**Moseley's line and shell kinks in the K, L3 and Kα1 energies of 3+ ions, Zr to Gd**

The table holds Kα1 line energies and K and L3 binding energies of 25 free 3+ ions from radial Dirac-Fock ΔSCF, averaged over the configuration, with Fermi nucleus, Breit and QED terms and no correlation. The program fits a screened hydrogenic 1s–2p₃/₂ gap with one screening constant to all rows, in Moseley and point-Dirac form, and finds rms errors of 1.79 % and 0.21 %, with a systematic drift left in the Dirac screening constant. It then measures kinks in the second differences at In, Sb and La, where the filling shell is inferred to change: +7.7, +1.2 and −6.2 eV in L3. The K/L3 kink ratio of 0.8 to 0.9 matches a flat potential from outer electrons, not a change of effective nuclear charge (four or more), and the kinks largely cancel in Kα1. Relaxation accounts for roughly a tenth or less of the K kinks at In and La, and an estimate from rough orbital radii gives only their sign and order of magnitude.

K and L3 binding energies and Kα1 line energies of free 3+ ions in their tabulated ground configurations, calculated with Radial Dirac-Fock and Kohn-Sham solver 2, 3. The method is average-of-configuration Dirac-Fock ΔSCF with a finite nucleus, first-order Breit interaction including its frequency dependence, self-energy and vacuum polarisation, without correlation.

## Numerical check

```python
# Table: K-alpha1, K and L3 binding energies (eV) of free 3+ ions Zr-Gd; radial Dirac-Fock Delta-SCF,
# configuration average, Fermi nucleus, Breit + QED, no correlation.
# Tested: (1) Moseley vs point-Dirac screened 1s-2p3/2 gap, (2) kinks at shell changes: flat outer
# potential (K/L3 kink ratio ~1) vs change of effective charge (ratio = slope ratio), relaxation, Gaunt.
T = {
    'ion': ['Zr3+', 'Nb3+', 'Mo3+', 'Tc3+', 'Ru3+', 'Rh3+', 'Pd3+', 'Ag3+', 'Cd3+', 'In3+', 'Sn3+', 'Sb3+', 'Te3+', 'I3+', 'Xe3+', 'Cs3+', 'Ba3+', 'La3+', 'Ce3+', 'Pr3+', 'Nd3+', 'Pm3+', 'Sm3+', 'Eu3+', 'Gd3+'],
    'Z': [40, 41, 42, 43, 44, 45, 46, 47, 48, 49, 50, 51, 52, 53, 54, 55, 56, 57, 58, 59, 60, 61, 62, 63, 64],
    'N': [37, 38, 39, 40, 41, 42, 43, 44, 45, 46, 47, 48, 49, 50, 51, 52, 53, 54, 55, 56, 57, 58, 59, 60, 61],
    'k_alpha1': [15773.3, 16613.5, 17477.5, 18365.4, 19277.5, 20214.0, 21175.1, 22161.0, 23172.0, 24208.3, 25269.8, 26357.2, 27470.5, 28610.3, 29776.8, 30970.2, 32190.9, 33439.3, 34716.9, 36023.0, 37358.0, 38722.1, 40115.6, 41539.4, 42993.5],  # eV
    'k_binding': [18036.6, 19026.0, 20043.7, 21089.9, 22164.9, 23268.9, 24402.0, 25564.7, 26757.0, 27979.4, 29239.6, 30531.3, 31855.7, 33212.0, 34600.4, 36021.2, 37474.8, 38961.5, 40476.2, 42024.1, 43605.5, 45221.0, 46870.6, 48555.4, 50275.5],  # eV
    'l3_binding': [2263.3, 2412.5, 2566.2, 2724.5, 2887.4, 3054.9, 3227.0, 3403.7, 3585.0, 3771.0, 3969.8, 4174.1, 4385.1, 4601.6, 4823.6, 5051.0, 5283.9, 5522.2, 5759.3, 6001.0, 6247.6, 6498.9, 6755.1, 7016.1, 7282.0],  # eV
}
import numpy as np
from scipy.constants import alpha, physical_constants as pc
from scipy.optimize import brentq, minimize_scalar
mc2 = pc['electron mass energy equivalent in MeV'][0]*1e6
Ha = pc['Hartree energy in eV'][0]
ion = T['ion']; Z = np.array(T['Z'], float); N = np.array(T['N'], int)
A, K, L = (np.array(T[k], float) for k in ('k_alpha1', 'k_binding', 'l3_binding'))
dirac = lambda z, k: mc2*(1 - np.sqrt(1 - (z*alpha/k)**2))
mod = {'Moseley': lambda z: 0.375*Ha*z**2, 'Dirac': lambda z: dirac(z, 1) - dirac(z, 2)}
sig = lambda f, y: np.array([brentq(lambda s: f(z - s) - e, -5, 30) for z, e in zip(Z, y)])
err, sr = {}, {}
for n, f in mod.items():
    s = minimize_scalar(lambda s: np.sum((f(Z - s)/A - 1)**2), bounds=(-3, 3), method='bounded').x
    err[n] = 100*(f(Z - s)/A - 1); sr[n] = sig(f, A); w = np.argmax(abs(err[n]))
    print(f"{n}: sigma {s:.3f}, rms {np.sqrt(np.mean(err[n]**2)):.2f}%, worst {ion[w]} {err[n][w]:+.2f}% = {f(Z[w]-s)-A[w]:+.0f} eV")
shell = ['4d' if n <= 46 else '5s' if n <= 48 else '5p' if n <= 54 else '4f' for n in N]  # inferred from N
st = lambda y: np.r_[np.nan, np.diff(y)]
d2 = lambda y: np.r_[np.nan, np.diff(y, 2), np.nan]
kink = lambda y, i: d2(y)[i] - 0.5*(d2(y)[i-1] + d2(y)[i+1])
print("ion last|sigma Mos Dirac|err% Mos Dirac|step into row Ka K L3|2nd diff Ka K L3 (eV)")
for i in range(len(Z)):
    print(f"{ion[i]} {shell[i]}|{sr['Moseley'][i]:+.2f} {sr['Dirac'][i]:.3f}|{err['Moseley'][i]:+.2f} {err['Dirac'][i]:+.2f}|"
          f"{st(A)[i]:.1f} {st(K)[i]:.1f} {st(L)[i]:.1f}|{d2(A)[i]:.1f} {d2(K)[i]:.1f} {d2(L)[i]:.1f}")
ds = np.diff(np.sqrt(A))
print(f"max|Ka-(K-L3)| {max(abs(A-K+L)):.2f} eV; sqrt(Ka) step {ds[0]:.3f} -> {ds[-1]:.3f}, Moseley {np.sqrt(.375*Ha):.3f} eV^0.5")
sK, sL = sig(lambda z: dirac(z, 1), K), sig(lambda z: dirac(z, 2), L)
print(f"Dirac sigma Zr->Gd: K {sK[0]:.2f}->{sK[-1]:.2f}, L3 {sL[0]:.2f}->{sL[-1]:.2f}; Gd/Zr: Ka {A[-1]/A[0]:.3f} K {K[-1]/K[0]:.3f} L3 {L[-1]/L[0]:.3f} Z^2 {(Z[-1]/Z[0])**2:.3f}")
reg = [i for i in range(2, len(Z)-2) if min(abs(Z[i]-z) for z in (49, 51, 57)) > 1]
print("kink rounding floor: bound 0.40, rms %.2f eV; regular rows max|kink| Ka %.2f K %.2f L3 %.2f"
      % (0.1/np.sqrt(12)*np.sqrt(17.5), *[max(abs(kink(y, i)) for i in reg) for y in (A, K, L)]))
# rough recalled mean radii (bohr) of the old and the new filling shell
rad = {49: (1.2, 2.2), 51: (2.1, 2.4), 57: (1.8, 1.0)}
kk = {}
for z, (ro, rn) in rad.items():
    i = list(Z).index(z); a, k, l = kink(A, i), kink(K, i), kink(L, i); kk[z] = (a, k, l)
    sl = (K[i+1]-K[i-1])/(L[i+1]-L[i-1]); bare = Ha*(1/ro - 1/rn)
    print(f"kink {ion[i]} {shell[i]}->{shell[i+1]}: Ka {a:+.2f} K {k:+.2f} L3 {l:+.2f} eV; K/L3 {k/l:.2f} (flat 1, Zeff {sl:.1f});"
          f" bare 1/r guess {bare:+.0f} eV; |L3 kink|/L3 {100*abs(l)/L[i]:.2f}%")
# further outputs of the same runs (eV): K relaxation, Gaunt, self-energy, Koopmans values
rel = {42: -56.6129, 43: -57.5859, 46: -60.508, 47: -61.4894, 50: -64.0618, 51: -64.5956, 58: -69.9233, 64: -77.074}
zz = sorted(rel); rs = {(a, b): (rel[b]-rel[a])/(b-a) for a, b in zip(zz, zz[1:])}
print("K relaxation slope eV/element:", ' '.join(f"{a}-{b}:{v:.2f}" for (a, b), v in rs.items()))
r1, r2 = rs[(50, 51)]-rs[(46, 47)], rs[(58, 64)]-rs[(51, 58)]
print(f"slope change 4d->5s {r1:+.2f} eV ({100*r1/kk[49][1]:.0f}% of K kink); 5p->4f about {r2:+.2f} eV ({100*r2/kk[57][1]:.0f}%)")
g = {40: 33.4425, 41: 36.243, 42: 39.2004, 43: 42.3199, 46: 52.6993, 47: 56.5166, 53: 83.686}
gz, gv = np.array(list(g), float), np.array(list(g.values()))
p = np.polyfit(np.log(gz), np.log(gv), 1)
print(f"|K Gaunt| ~ Z^{p[0]:.2f}, max resid {max(abs(np.exp(np.polyval(p, np.log(gz)))-gv)):.2f} eV;"
      f" K self-energy Pd->Ce ~ Z^{np.log(62.196/27.9404)/np.log(58/46):.2f}")
gr = np.gradient(A, Z)
print(f"K Gaunt in units of sigma: Zr {g[40]/gr[0]:.3f}, I {g[53]/gr[13]:.3f}; Dirac sigma drift Zr->I {sr['Dirac'][13]-sr['Dirac'][0]:.3f}, Zr->Gd {sr['Dirac'][-1]-sr['Dirac'][0]:.3f}")
for z, kp, lp in ((43, 21206.2, 2759.5), (51, 30698.2, 4217.5), (57, 39177.5, 5571.3)):
    i = list(Z).index(z)
    print(f"{ion[i]} binding minus Koopmans: K {K[i]-kp:.1f} eV ({100*(K[i]/kp-1):.2f}%), L3 {L[i]-lp:.1f} eV ({100*(L[i]/lp-1):.2f}%)")
assert np.all(np.diff(ds) > 0) and sr['Moseley'][-1] < 0 < sr['Moseley'][0]
assert np.std(err['Dirac']) < np.std(err['Moseley'])/3
assert kk[49][2] > kk[51][2] > 0.4 and kk[57][2] < -0.4
assert all(0.6 < kk[z][1]/kk[z][2] < 1.3 and abs(kk[z][0]) < 0.3*abs(kk[z][2]) for z in (49, 57))
```

Output:

```
Moseley: sigma 0.176, rms 1.79%, worst Gd3+ -3.32% = -1426 eV
Dirac: sigma 1.260, rms 0.21%, worst Zr3+ -0.38% = -60 eV
ion last|sigma Mos Dirac|err% Mos Dirac|step into row Ka K L3|2nd diff Ka K L3 (eV)
Zr3+ 4d|+0.68 1.189|+2.60 -0.38|nan nan nan|nan nan nan
Nb3+ 4d|+0.65 1.196|+2.37 -0.33|840.2 989.4 149.2|23.8 28.3 4.5
Mo3+ 4d|+0.61 1.203|+2.13 -0.29|864.0 1017.7 153.7|23.9 28.5 4.6
Tc3+ 4d|+0.58 1.210|+1.90 -0.25|887.9 1046.2 158.3|24.2 28.8 4.6
Ru3+ 4d|+0.54 1.217|+1.66 -0.21|912.1 1075.0 162.9|24.4 29.0 4.6
Rh3+ 4d|+0.49 1.224|+1.43 -0.17|936.5 1104.0 167.5|24.6 29.1 4.6
Pd3+ 4d|+0.45 1.231|+1.19 -0.13|961.1 1133.1 172.1|24.8 29.6 4.6
Ag3+ 4d|+0.40 1.238|+0.96 -0.10|985.9 1162.7 176.7|25.1 29.6 4.6
Cd3+ 4d|+0.35 1.245|+0.72 -0.07|1011.0 1192.3 181.3|25.3 30.1 4.7
In3+ 4d|+0.29 1.252|+0.48 -0.04|1036.3 1222.4 186.0|25.2 37.8 12.8
Sn3+ 5s|+0.24 1.259|+0.24 -0.00|1061.5 1260.2 198.8|25.9 31.5 5.5
Sb3+ 5s|+0.18 1.266|+0.00 +0.03|1087.4 1291.7 204.3|25.9 32.7 6.7
Te3+ 5p|+0.11 1.273|-0.24 +0.05|1113.3 1324.4 211.0|26.5 31.9 5.5
I3+ 5p|+0.05 1.281|-0.48 +0.08|1139.8 1356.3 216.5|26.7 32.1 5.5
Xe3+ 5p|-0.02 1.288|-0.72 +0.11|1166.5 1388.4 222.0|26.9 32.4 5.4
Cs3+ 5p|-0.09 1.295|-0.97 +0.14|1193.4 1420.8 227.4|27.3 32.8 5.5
Ba3+ 5p|-0.17 1.302|-1.22 +0.16|1220.7 1453.6 232.9|27.7 33.1 5.4
La3+ 5p|-0.25 1.310|-1.47 +0.19|1248.4 1486.7 238.3|29.2 28.0 -1.2
Ce3+ 4f|-0.33 1.316|-1.72 +0.21|1277.6 1514.7 237.1|28.5 33.2 4.6
Pr3+ 4f|-0.42 1.322|-1.98 +0.23|1306.1 1547.9 241.7|28.9 33.5 4.9
Nd3+ 4f|-0.51 1.329|-2.24 +0.25|1335.0 1581.4 246.6|29.1 34.1 4.7
Pm3+ 4f|-0.60 1.335|-2.51 +0.27|1364.1 1615.5 251.3|29.4 34.1 4.9
Sm3+ 4f|-0.70 1.342|-2.77 +0.29|1393.5 1649.6 256.2|30.3 35.2 4.8
Eu3+ 4f|-0.80 1.348|-3.04 +0.31|1423.8 1684.8 261.0|30.3 35.3 4.9
Gd3+ 4f|-0.91 1.354|-3.32 +0.32|1454.1 1720.1 265.9|nan nan nan
max|Ka-(K-L3)| 0.10 eV; sqrt(Ka) step 3.302 -> 3.537, Moseley 3.194 eV^0.5
Dirac sigma Zr->Gd: K 3.91->4.73, L3 14.23->17.90; Gd/Zr: Ka 2.726 K 2.787 L3 3.217 Z^2 2.560
kink rounding floor: bound 0.40, rms 0.12 eV; regular rows max|kink| Ka 0.45 K 0.55 L3 0.25
kink In3+ 4d->5s: Ka -0.40 K +7.00 L3 +7.70 eV; K/L3 0.91 (flat 1, Zeff 6.5); bare 1/r guess +10 eV; |L3 kink|/L3 0.20%
kink Sb3+ 5s->5p: Ka -0.30 K +1.00 L3 +1.20 eV; K/L3 0.83 (flat 1, Zeff 6.3); bare 1/r guess +2 eV; |L3 kink|/L3 0.03%
kink La3+ 5p->4f: Ka +1.10 K -5.15 L3 -6.20 eV; K/L3 0.83 (flat 1, Zeff 6.3); bare 1/r guess -12 eV; |L3 kink|/L3 0.11%
K relaxation slope eV/element: 42-43:-0.97 43-46:-0.97 46-47:-0.98 47-50:-0.86 50-51:-0.53 51-58:-0.76 58-64:-1.19
slope change 4d->5s +0.45 eV (6% of K kink); 5p->4f about -0.43 eV (8%)
|K Gaunt| ~ Z^3.26, max resid 0.04 eV; K self-energy Pd->Ce ~ Z^3.45
K Gaunt in units of sigma: Zr 0.040, I 0.073; Dirac sigma drift Zr->I 0.092, Zr->Gd 0.166
Tc3+ binding minus Koopmans: K -116.3 eV (-0.55%), L3 -35.0 eV (-1.27%)
Sb3+ binding minus Koopmans: K -166.9 eV (-0.54%), L3 -43.4 eV (-1.03%)
La3+ binding minus Koopmans: K -216.0 eV (-0.55%), L3 -49.1 eV (-0.88%)
```
